Appendix: One-loop flow of the KPZ equation, the roughening transition, and the directed line in a random medium

A.1 Premises

A field h(x,t) over d transverse dimensions obeys the equation of Kardar, Parisi and Zhang (1986),

∂_t h = ν∇²h + (λ/2)(∇h)² + η,  ⟨η(x,t) η(x′,t′)⟩ = 2D δ^d(x−x′) δ(t−t′).  (A1)

The noise is Gaussian, and wavevectors are cut at Λ = 1/a. Fourier components carry e^{i(k·x−ωt)}, ∫_q means ∫d^dq/(2π)^d, and K_d = 2π^{d/2}/[Γ(d/2)(2π)^d], so that ∫_q f(|q|) = K_d∫q^{d−1}f dq, with K_1 = 1/π, K_2 = 1/(2π), K_3 = 1/(2π²).

A directed line r(t) of tension σ in a random potential V has energy ∫dt[(σ/2)(dr/dt)² + V(r,t)], where t is the coordinate along the line and ⟨VV⟩ = Δ δ^d(r−r′) δ(t−t′). With θ = k_BT, the partition function of lines ending at x obeys θ∂_tZ = (θ²/2σ)∇²Z − VZ. Setting h = θ ln Z and using ∇²Z/Z = ∇²h/θ + (∇h)²/θ² gives (A1) with

ν = θ/(2σ),  λ = 1/σ,  η = −V,  D = Δ/2,  Z = exp(λh/2ν).  (A2)

If h ~ x^α and t ~ x^z, the line wanders as r ~ t^{1/z} and its free energy fluctuates as t^{α/z}. A line in d+1 dimensions has d transverse directions. A vortex in a bulk crystal therefore has d = 2, while d = 3 describes a line in 3+1 dimensions.

A.2 Action and propagators

Imposing (A1) by a functional delta function, written as an integral over an imaginary response field ĥ, and averaging over η gives the weight e^{−S},

S = ∫d^dx dt { ĥ[∂_t h − ν∇²h − (λ/2)(∇h)²] − Dĥ² }.  (A3)

In the causal discretisation the Jacobian is unity and closed loops of response lines vanish. The quadratic part gives

G₀(q,t) = Θ(t) e^{−νq²t},  C₀(q,t) = (D/νq²) e^{−νq²|t|},  (A4)

the second being the transform of 2D/(ω² + ν²q⁴). The vertex contributes −(λ/2)∫_q (q·p) h_q h_p to ∂_t h_k, with p = k − q.

Modes in the shell Λe^{−δl} < q < Λ are integrated out to order λ², for external k ≪ Λδl. Slow modes stay external, so both internal lines q and p of a loop lie in the shell, and the domain is symmetric under q ↔ p. The first-order term (λ/2)⟨(∇h)²⟩ is a constant velocity, removed by shifting h linearly in t.

A.3 Correction to ν

Let δh_k be a slow perturbation. Linearising the vertex gives a term −λ∫_q (q·p) h_q δh_p in ∂_t δh_k. The fast component δh_p is itself driven by −λ (k·(−q)) h_{−q} δh_k and propagates with G₀(p). Averaging h_q(t)h_{−q}(t′) to C₀ and using ∫₀^∞ e^{iωt − ν(q²+p²)t}dt = 1/[−iω + ν(q²+p²)], the inverse response becomes −iω + νk² − Σ, with

−Σ(k,ω) = (λ²D/ν) ∫_q (q·p)(k·q) / {q²[−iω + ν(q²+p²)]}.  (A5)

Because the domain is symmetric, (k·q)/q² may be replaced by ½[(k·q)/q² + (k·p)/p²]. Put q = k/2 + Q, p = k/2 − Q. Then q² = Q² + k·Q + k²/4, and to second order in k

(k·q)/q² + (k·p)/p² = [k² − 2(k·Q)²/Q²]/Q²,

the terms linear in k cancelling. This factor is already of order k², so the rest is taken at k = 0: q·p = −Q², q² + p² = 2Q², and the domain is the undisplaced shell. At ω = 0 the integrand, stripped of λ²D/ν², is −[k² − 2(k·Q)²/Q²]/(4Q²). The angular mean of (k·Q)²/Q² is k²/d, and ∫_Q Q^{−2} = K_dΛ^{d−2}δl over the shell. With the dimensionless coupling

g = λ²DΛ^{d−2}/ν³,  (A6)

one finds δν = ν K_d g (2−d)/(4d) δl. The symmetrisation matters: the unsymmetrised integrand has a term linear in k, which contributes at order k² through the displaced boundary of the domain.

A.4 Correction to D

Two fast modes act on the slow field as an extra noise −(λ/2)∫_q (q·p)h_q h_p, with q·p → −q² as k → 0. Its zero-frequency strength has two Wick pairings:

2δD = 2(λ/2)² ∫_q q⁴ ∫dt C₀(q,t)² = (λ²/2) ∫_q q⁴ (D/νq²)² /(νq²).

Hence δD = D K_d g δl/4.

A.5 No correction to λ

For any constant vector v, the map h′(x,t) = h(x + λvt, t) + v·x + λv²t/2 sends solutions of (A1) to solutions: both sides gain λv·∇h + λv²/2, and the noise becomes η(x + λvt, t), which has the same statistics because it is white in t. The map multiplies h_k by the phase e^{iλv·kt} and adds a term at k = 0, so it does not mix shells and survives the elimination. On a background of slope v the response therefore depends on ω only through ω + λv·k. The bare part yields the vertex −iλv·k. By A.3, Σ is of order k² at every ω, so the coefficient of ∂_t is unchanged and the induced vertex is of order k²(v·k), with two more gradients. Thus δλ = 0.

A.6 Flow equations

The cutoff is restored by x → e^{δl}x, t → e^{zδl}t, h → e^{αδl}h. Multiplying (A1) by e^{(z−α)δl} keeps the coefficient of ∂_t h at one. Then ν gains the power z − 2 and λ the power α + z − 2, while D gains 2(z−α) − (d+z) from the factor on η and the two delta functions. Together with A.3 to A.5,

dν/dl = ν[z − 2 + K_d g(2−d)/(4d)],
dD/dl = D[z − d − 2α + K_d g/4],
dλ/dl = λ[α + z − 2].  (A7)

In d ln g/dl = 2 d ln λ/dl + d ln D/dl − 3 d ln ν/dl, α and z cancel, leaving 2 − d and the loop coefficient 1/4 − 3(2−d)/(4d) = (2d−3)/(2d):

dg/dl = (2−d) g + K_d (2d−3) g²/(2d).  (A8)

At g = 0, stationarity of ν and D gives z = 2 and α = (2−d)/2; this point is unstable for d < 2 and stable for d > 2. At any fixed point with finite nonzero λ, α + z = 2. The nonzero root of (A8) is K_d g* = 2d(d−2)/(2d−3), and the slope of the flow there is d − 2.

A.7 d = 1

Here dg/dl = g − K_1g²/2, so K_1g* = 2 with slope −1: the point is stable. Stationarity of ν gives z = 2 − K_1g*/4 = 3/2, and α = 1/2. The line has wandering exponent 2/3 and free-energy exponent 1/3.

The coupling is not small, and the exponents are right for a separate reason. At d = 1 the loop terms of ν and D are both K_1g/4, so D/ν is not corrected. This reflects an exact property: the Gaussian weight exp[−(ν/2D)∫(∂_xh)²dx] is stationary at λ = 0, the functional divergence of the nonlinear drift vanishes by reflection symmetry, and the drift changes the exponent in proportion to ∫(∂_xh)²∂_x²h dx = ∫∂_x[(∂_xh)³/3]dx = 0. The stationary profile is a random walk, α = 1/2, and α + z = 2 fixes z = 3/2. In d = 2 the argument fails: for h = cos x + cos y + cos(x+y) the mean of (∇h)²∇²h is −1.

A.8 d = 2

The linear term vanishes and dg/dl = g²/(8π), so g(l) = g₀/[1 − g₀l/(8π)]. The coupling is marginally relevant and leaves the perturbative range near l× = 8π/g₀:

ξ× ≈ a exp(8π/g₀),  L× ≈ ξ×²/(4ν).  (A9)

L× is the length of line whose thermal mean-square wandering 4νt equals ξ×²; the bare ν may be used because δν vanishes at d = 2. The expansion parameter is u = g/(8π). It reaches one at l = 1/u₀ − 1, so the prefactor of ξ× is uncertain by a factor of order e. For the line, (A2) gives g = 4σΔ/θ³ and

8π/g₀ = (T/T*)³,  k_BT* = (σΔ/2π)^{1/3}.  (A10)

Below ξ× the line wanders thermally with exponent 1/2; above it disorder dominates. The strong-coupling exponents lie outside this expansion; simulations give approximately z ≈ 1.6.

A.9 d = 2 + ε and the ladder sum

For d > 2 the root K_d g* = 4ε + O(ε²) has positive slope ε. It separates a smooth phase (g → 0, thermal line) from a rough phase (runaway flow, pinned line). A deviation grows as e^{εl}, so the transverse correlation length diverges as |g − g*|^{−ν_c} with ν_c = 1/ε. Inserting g* in (A7) gives z = 2 + (d−2)²/[2(2d−3)]. The excess is of order ε², beyond one-loop accuracy, so this order establishes only z = 2 + O(ε²) and α = O(ε²).

The formulation in Z removes the remainder. From (A2), ∂_tZ = ν∇²Z + (λ/2ν)ηZ, and the steps leading to (A3) give the action ∫[Z̃(∂_t − ν∇²)Z − (U/2)(Z̃Z)²] with U = λ²D/(2ν²) = Δ/θ². The vertex takes two lines in and two out, and every line runs forward in t. A self-energy would need a closed causal loop; only the equal-time tadpole remains, a constant that shifts the free energy per length. So ν is not renormalised, and z = 2. The two-line vertex is corrected only by repeated scattering of the same two lines, whose relative coordinate obeys ∂_tψ = 2ν∇²ψ + Uδ^d(r)ψ. Summing this geometric series over relative momenta between μ = Λe^{−l} and Λ gives

1/U(μ) = 1/U − ∫_{μ<q<Λ} 1/(2νq²).

For u = K_dU(μ)μ^{d−2}/(2ν), which starts at K_d g/4, differentiation yields

du/dl = (2−d)u + u²,  (A11)

with no higher terms. At d = 2, u = g/(8π) and (A11) coincides with (A8). Equivalently, a bound state of inverse size m solves 1 = (u₀/2) ln(1 + Λ²/m²), so 1/m ≈ a e^{1/u₀}, which is (A9) by an independent route. For d = 2 + ε the root is u* = ε with slope ε. A contact among three lines scales as 2 − 2d and is irrelevant near d = 2. To all orders in ε, then,

z = 2,  α = 0,  ν_c = 1/ε.  (A12)

Since g ∝ T^{−3}, a line in d > 2 is thermal above a temperature T_c and pinned below it, with transverse length ∝ |T − T_c|^{−1/ε}.

A.10 Range of validity

The coefficient of g² is free of scheme dependence only at d = 2. Away from it, (A8) and (A11) differ by 3(d−2)/(4d) in the coefficient of K_d g², the contribution of δν. At d = 3 they place the threshold at g = 4π² ≈ 39 and g = 8π² ≈ 79, a factor of two apart: the existence of the transition in 3+1 dimensions follows, its location does not. The ladder threshold marks where ⟨Z²⟩/⟨Z⟩² starts to grow without bound, which at finite ε need not coincide with the transition of the typical line, and ν_c = 1 at d = 3 is an extrapolation. The sign change of (A8) at d = 3/2, which removes the stable point for 3/2 < d < 2, is an artefact of truncation. The rough phase for d ≥ 2 is not described. The derivation needs noise that is short-ranged in x and white in t. For a line this means point disorder, since planar or columnar defects along the line break the symmetry of A.5. It also needs a constant tension, no other lines, and equilibrium sampling of configurations. Equation (A9) needs u₀ ≪ 1, that is T well above T*.

A.11 Illustration: a vortex along c in YBa₂Cu₃O₇

The case is d = 2. Typical low-temperature inputs are λ_ab ≈ 140 nm, ξ_ab ≈ 1.5 nm and anisotropy γ ≈ 7, and a = ξ_ab. The line-energy scale is E₀ = Φ₀²/(4πμ₀λ_ab²) = 86 meV/nm with Φ₀ = h/2e. Anisotropic London theory supplies, as a given approximate input, a tension that depends on the wavevector k along the line,

σ(k) = (E₀/γ²) s(k),  s = ½ ln[γ²κ²/(1 + k²λ_ab²)] + γ² ln(1 + k²λ_ab²)/(2k²λ_ab²),

with κ = λ_ab/ξ_ab. It gives s = 1.6, 4.5, 20 and 31 for 1/k = 1 nm, 10 nm, 100 nm and ∞. The model fixes s = 4, representative of scales near 10 nm, so σ = 7.0 meV/nm.

Point defects of density n, each lowering the energy by U_p when inside the core area πξ_ab², give Δ = n(U_pπξ_ab²)². Assume n = 0.3 nm⁻³ and U_p = 1.0 meV, the condensation energy E₀/(4πξ_ab²) = 3.05 meV/nm³ in a volume of 0.33 nm³. These two values were chosen to put T* among the tens of kelvin typical of single-vortex thermal depinning in this compound, so T* is no prediction. Then Δ = 15 meV² nm, k_BT* = 2.6 meV and T* = 30 K. With unrounded intermediates the model gives:

T (K) | g₀ | (T/T*)³ | ν (nm) | ξ× | L×
35 | 15 | 1.6 | 0.21 | 7.7 nm | 69 nm
40 | 10 | 2.4 | 0.24 | 17 nm | 0.30 µm
50 | 5.3 | 4.8 | 0.31 | 0.18 µm | 25 µm

The 35 K row is barely at weak coupling, and every ξ× carries the prefactor uncertainty of order e, which is squared in L×. The shortest longitudinal scale, a²/(4ν) = 2.6 nm at 35 K, exceeds the c-axis period of about 1.2 nm, so the continuum line is marginally justified.

Three neglected effects rival the one computed. First, the tension stiffens with scale: s = 20 and 31 raise T* to 50 K and 59 K. Beyond about 100 nm the coupling u is thus of order one at all three temperatures, and the crossover completes within about one further e-fold of ξ. The 50 K row overstates L× by an order of magnitude or more. Second, at fixed defect volume σΔ ∝ E₀³, so T* ∝ λ_ab^{−2}; a fall of λ_ab^{−2} by about 20 per cent, typical at 40 to 50 K, multiplies the exponent by 1.95 and acts in the opposite direction. Third, neighbours at spacing a₀ confine the line with a stiffness of order E₀/a₀², which matches σ/L² at L = a₀(σ/E₀)^{1/2}. The 35 K row therefore needs a₀ above 0.24 µm, an induction Φ₀/a₀² below about 36 mT, in a crystal free of twin planes. The tabulated lengths are the model's. What carries over to the real vortex is that point disorder pins an isolated line at every temperature, beyond a length whose logarithm grows as θ³/(σΔ) over the scales where σ is nearly constant.